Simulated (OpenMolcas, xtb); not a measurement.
AlSiNH8 (SMILES [AlH3-][NH2+][SiH3]): the HOMO–LUMO gap, rung by rung

AlSiNH8 has 11 atoms, charge 0, and is taken as a singlet. SMILES: `[AlH3-][NH2+][SiH3]`. The shape is that of a PBE0-D4/def2-TZVP optimisation.

| atom | x (Å) | y (Å) | z (Å) |
| --- | --- | --- | --- |
| Al | -0.9001 | 1.2111 | -0.7408 |
| N | -0.0283 | 0.1435 | 0.8027 |
| Si | 0.8762 | -1.2487 | 0.1286 |
| H | -0.7211 | 0.0919 | -1.8824 |
| H | 0.0938 | 2.4653 | -0.8067 |
| H | -2.3772 | 1.4353 | -0.1651 |
| H | 0.5667 | 0.7865 | 1.3167 |
| H | -0.7685 | -0.1448 | 1.4359 |
| H | 1.6515 | -1.8829 | 1.2283 |
| H | 1.7948 | -0.7168 | -0.8967 |
| H | -0.1225 | -2.1974 | -0.4001 |

Each level gives the HOMO–LUMO gap (eV). The values are calculated.

| level | kind | program | value (eV) | CPU time |
| --- | --- | --- | --- | --- |
| GFN0-xTB | semi-empirical | xtb | 6.20 | under 2 s |
| HF/def2-SVP | Hartree–Fock | OpenMolcas | 13.40 | 7.7 s |
| SVWN5/def2-SVP | LDA | OpenMolcas | 4.75 | 28 s |
| BLYP/def2-SVP | GGA | OpenMolcas | 4.96 | 41 s |
| PBE/def2-SVP | GGA | OpenMolcas | 4.96 | 40 s |
| M06-L/def2-SVP | meta-GGA | OpenMolcas | 5.94 | 48 s |
| M06-2X/def2-SVP | hybrid meta-GGA | OpenMolcas | 9.00 | 47 s |
| B2PLYP/def2-SVP | double hybrid | OpenMolcas | 9.42 | 22 s |

The values span 4.75 to 13.40 eV. Orbital gaps aren't excitation energies, and those of double hybrids come from the SCF part alone; they tend to grow with the share of exact exchange. CPU times are rough (shared hosts, several kinds of processor): they show what a rung costs within a factor of a few.

The molecule is best read as a silylamine–alane adduct, in which the nitrogen lone pair is tied up in a dative bond to aluminium. This removes both the high-lying lone pair of the free amine and the low-lying empty p orbital of free alane, which fits the wide gap found at every level. The HOMO is then probably mainly Al–H bonding in character, as expected for hydridic hydrogens on an electropositive metal.

BLYP and PBE both give 4.96 eV, so the choice of GGA hardly matters here. M06-L reaches 5.94 eV without any exact exchange, so admixture of exchange isn't the only thing that opens the gap. The far larger Hartree–Fock value probably reflects virtual orbitals that feel the field of all the electrons, together with the absence of correlation.

With no diffuse functions in the def2-SVP basis, the LUMO may be an artificially confined, unbound level, particularly in Hartree–Fock, so the calculated gaps don't establish that the adduct can bind an extra electron.
